An electron is taken from a small radical, and then one is given to it. The radical is $\mathrm{H_2C{=}\dot{C}{-}SiH_2{-}SiH_3}$, a vinyl radical whose radical carbon carries a chain of two silicon atoms. In the table the row number is the atom number: C1 is the carbon of the CH₂ end, C2 the radical carbon, Si3 its silicon neighbour and Si4 the end silicon. H5 and H6 sit on C1, H7 and H8 on Si3, and H9 to H11 on Si4. The two carbons and two silicons lie in one plane.

The nuclei stay fixed while the electron number changes. If $\rho_N$ is the electron density of the neutral radical with $N$ electrons, the two Fukui functions are

$$f^-=\rho_N-\rho_{N-1},\qquad f^+=\rho_{N+1}-\rho_N .$$

Each is divided among the atoms by the Hirshfeld scheme, which shares the density at every point in proportion to the densities of the free atoms. The column "fukui minus" therefore says how much of the removed electron each atom loses, and "fukui plus" how much of the added electron each atom gains. Each column adds up to one electron, apart from rounding.

Hirshfeld-condensed Fukui functions of the neutral doublet radical C2H7Si2 (H2C=C–SiH2–SiH3), calculated with PySCF 2.14.0 at the PBE/def2-SVPD level in the gas phase. Electron removal and attachment are vertical, at the fixed GFN2-xTB geometry of the radical, and both ions are singlets.

```csv
row,fukui minus (e),computed element,fukui plus (e)
1,0.111,C,0.099
2,0.221,C,0.236
3,0.108,Si,0.140
4,0.130,Si,0.125
5,0.088,H,0.084
6,0.094,H,0.089
7,0.052,H,0.044
8,0.053,H,0.044
9,0.040,H,0.035
10,0.038,H,0.033
11,0.064,H,0.069
```

**(a) Removal and attachment are opposite processes. Why do they give such similar maps, with the same atom in the lead? Estimate how much of an electron is placed differently in the two.**

*Solution.* C2 has the largest value in both columns, 0.221 e on removal and 0.236 e on attachment. The bonding in a vinyl radical suggests why. The π bond between the carbons uses the p orbitals that stand upright on the molecular plane. The unpaired electron is left in an orbital that lies in the plane and is centred on C2.

Call this half-filled orbital $\varphi$, and suppose first that no other electron moves. Removal empties $\varphi$ and attachment fills it with a second electron, so that

$$f^-=|\varphi|^2=f^+ .$$

In a molecule with all electrons paired, the two processes would use different orbitals, the highest filled one and the lowest empty one. In a radical the same orbital can serve for both. Both ions were calculated as singlets, with all electrons paired, which is the case that this picture describes. That was a setting of the runs and not a finding, and no triplet ions are reported.

The model has no adjustable parameter and predicts two identical columns. To see how far they differ, add the sizes of the differences for atoms 1 to 11 and take half, because charge that moves from one atom to another is counted twice:

$$\tfrac12(0.012+0.015+0.032+0.005+0.004+0.005+0.008+0.009+0.005+0.005+0.005)\ \mathrm{e}\approx0.05\ \mathrm{e}.$$

Only about a twentieth of an electron is placed on different atoms. Differences within a single atom don't show up in this sum. The largest single mismatch is at Si3, which takes part more strongly in attachment than in removal.

This agreement doesn't prove that the other electrons stand still. Suppose that they respond in proportion to the charge that is added. An added electron then shifts the remaining density by some amount $r$, and a removed electron shifts it by $-r$. Put into the two definitions, this gives

$$f^-\approx|\varphi|^2+r,\qquad f^+\approx|\varphi|^2+r .$$

The response enters both maps with the same sign. The columns can thus resemble each other even if neither is a picture of $\varphi$ alone.

**(b) The unpaired electron is said to sit on C2. Why does this atom account for less than a quarter of the change, and where is the rest?**

*Solution.* Add the atoms up by groups. The CH₂ end takes 0.293 e of the removal and the SiH₃ end 0.272 e, so each end group changes more than the radical carbon itself. The same holds for attachment. C2 leads as a single atom, but most of the change lies elsewhere.

A likely reason is the response $r$ of the other electrons, besides any spread of $\varphi$ itself, to which part (c) returns. When an electron leaves the region of C2, it leaves a positive hole, and the electrons of the surrounding bonds are drawn towards it. They partly refill the hole and leave a deficit farther out. Attachment works the other way round: the new electron repels the bonding electrons, and part of the surplus appears at the outer atoms. Charge on a piece of metal behaves alike, in that the mobile electrons screen the inside and the net charge shows up at the surface.

The density differences show that the other electrons do respond, though not how much of the response ends up on each atom. The density $|\varphi|^2$ of a single orbital is nowhere negative. In the calculation, however, there are regions where the electron density rises although an electron is being removed, and together they hold about a fifth of an electron. For attachment, the regions of the wrong sign hold about as much. A response of this size is not a small correction to a map in which the leading atom has little more than 0.2 e.

The hydrogens fit this explanation. The seven of them carry 0.429 e of the removal and 0.398 e of the attachment, although the unpaired electron is not centred on any of them. They form the outer skin of the molecule, where a screened charge should appear.

Two features of the method probably add to the spread. The Hirshfeld scheme gives the neighbours a share of any density that reaches into their space, even if it belongs to an orbital on C2. The PBE functional, for its part, tends to spread an odd electron or a hole over too many atoms. The lead of C2 is therefore safer than the exact share that it keeps.

**(c) Some rows don't follow the distance from C2. H11 is the farthest atom of all, yet it exceeds four nearer hydrogens. Si4 isn't bonded to C2, yet it changes more than Si3 on removal, and less on attachment. Explain these irregularities.**

*Solution.* Begin with the hydrogens and sort them by their position relative to the molecular plane. H5, H6 and H11 lie in it or very nearly so, while H7 to H10 stand more than 1 Å above or below. In both columns every hydrogen of the first set exceeds every one of the second. Within the SiH₃ group, where all three hydrogens have the same neighbour, H11 has 1.6 times the mean of H9 and H10 on removal and twice that mean on attachment.

Symmetry offers a reason. The orbital $\varphi$ lies in the plane and looks the same from above and below, and so does the bonding orbital of any single bond that lies in the plane. Such orbitals can mix, which chemists call hyperconjugation, and $\varphi$ then reaches out along these bonds. A pair of bonds pointing up and down can join in only through the combination that is symmetric about the plane. Part of its bonding density is therefore out of reach.

The silicon chain is well placed for this mixing. The bonds at C2 make an angle of about 150°, and the line that halves this angle gives an estimate of the axis along which $\varphi$ points. The Si3–Si4 bond runs within about 10° of being parallel to that axis. Parallel orbitals on neighbouring atoms overlap well, and the electrons of a Si–Si bond are held more loosely than those of a C–H or C–C bond. Si4 is thus linked to the radical centre electronically, though it is 3.5 Å away. This applies to the one conformer that was calculated. A turn about the C2–Si3 bond would take the Si–Si bond out of the plane and weaken the link, and a turn of the SiH₃ group could put another hydrogen in the place of H11.

The same link may explain why the two silicons change places. After removal $\varphi$ is empty, and the electrons of the Si–Si bond can lean towards it. They move away from Si4, which then loses 0.022 e more than Si3. After attachment $\varphi$ is full and has density to give. It can pass some into the antibonding orbitals of the bonds at Si3, the nearest silicon, which then gains 0.015 e more than Si4.

This account of the reversal is an argument from orbital theory, and its second half stands on weaker ground. The calculated electron affinity is positive, so the anion is lower in energy than the radical. Yet the highest occupied orbital of the anion has a positive energy, as if its electron were unbound. This is a known fault of functionals such as PBE, in which an electron partly repels itself, and the finite basis set may be what holds the electron in place. A difference of 0.015 e in the attachment column should not bear much weight.

The screening of part (b) could also produce some of the pattern. The molecule is long, and H5 and H11 point outwards at its two ends, where screened charge would collect in any case. The atomic values can't separate this from hyperconjugation. A plot of $|\varphi|^2$ for the neutral radical could, because it contains the mixing but not the response to a change of charge.

**(d) Fragments of this kind may form when silicon–carbon films are grown from molecular precursors. Is C2, which loses most on removal, also the most positive atom of the cation? In the neutral radical the Hirshfeld charges are −0.098 e on C2, 0.218 e on Si3 and 0.205 e on Si4.**

*Solution.* A Fukui value is a change of charge, so it has to be added to the charge that was there before:

$$q_{\mathrm{C2}}=-0.098+0.221=0.123\ \mathrm{e},\qquad q_{\mathrm{Si4}}=0.205+0.130=0.335\ \mathrm{e}.$$

Si3 reaches nearly the same value as Si4. The two silicons are the most positive atoms of the cation, as they were in the neutral radical, because silicon gives up electron density to carbon and hydrogen in its bonds. C2 changes most but starts from a negative charge.

For attachment the value is subtracted, and C2 arrives at $-0.098-0.236=-0.334$ e. Here the atom that changes most is also the one with the most negative charge.

For film growth the two readings answer different questions. The Fukui values point to C2 as the atom that responds most when the fragment exchanges an electron with its surroundings. In the cation, the charges point to silicon as the likely place of strongest electrostatic pull on an electron-rich partner, such as the lone pair of a surface oxygen. The empty orbital centred on C2 could accept such a lone pair as well, so the charges alone don't settle the site. Which bond forms first on a real surface also depends on the energy barriers, and these are not contained in a map of an isolated fragment with fixed nuclei.
